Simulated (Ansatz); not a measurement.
## SiH4O (Si(OH)H3): methods side by side

SiH4O: 6 atoms, total charge 0, spin state singlet. SMILES: `[H][Si]([H])([H])O`. The shape is that of a GFN2-xTB optimisation.

Each level gives the electronic atomisation energy (eV). The values are calculated. Electronic energies at fixed atoms, without zero-point motion or spin-orbit coupling.

```csv
level,kind,program,value (eV),less FCI/STO-3G,CPU time (all runs)
HF/STO-3G,Hartree–Fock,Ansatz,17.00,-2.37,0.18 s
revPBE/STO-3G,GGA,Ansatz,22.56,+3.19,1.8 s
BHLYP/STO-3G,global hybrid,Ansatz,22.06,+2.69,1.9 s
r2SCAN0/STO-3G,hybrid meta-GGA,Ansatz,22.35,+2.98,3.3 s
wB97X/STO-3G,range-separated hybrid,Ansatz,22.53,+3.16,5.3 s
MP2/STO-3G,perturbation theory,Ansatz,18.77,-0.60,0.21 s
CCSD/STO-3G,coupled cluster or CI,Ansatz,19.32,-0.05,0.35 s
FCI/STO-3G,exact in the basis,Ansatz,19.37,0.00,2.9 s
```

FCI/STO-3G is exact within its basis and frozen core, so for wave-function methods in that basis the difference is their error; functionals converge differently with the basis, so for them it is only a difference. The values span 17.00 to 22.56 eV. All rows use very small basis sets, so even the best lies far from the true value. Times are those of the runs behind each value, whatever else they computed, on shared processors of several kinds: orders of magnitude only.

Correlation supplies a substantial part of the binding in silanol. Hartree–Fock falls 2.37 eV short of the exact result in the basis because the molecule has more electron pairs to correlate than the separated open-shell atoms. In a minimal valence space, this correlation comes mainly from excitations out of the Si–H, Si–O and O–H bonding orbitals into their antibonding partners. MP2 recovers most of the deficit, and CCSD leaves only 0.05 eV, so connected triple and higher excitations matter little here. This fits a closed-shell molecule with ordinary single bonds and no marked multireference character at this geometry.

The four functionals all lie above FCI, by 2.69 to 3.19 eV, probably because they draw dynamic correlation from the density, whereas FCI can express it only through the few empty orbitals available. BHLYP, with its large share of exact exchange, gives the weakest binding of the four. The totals do not separate the strength of the polar Si–O bond from that of the Si–H and O–H bonds.
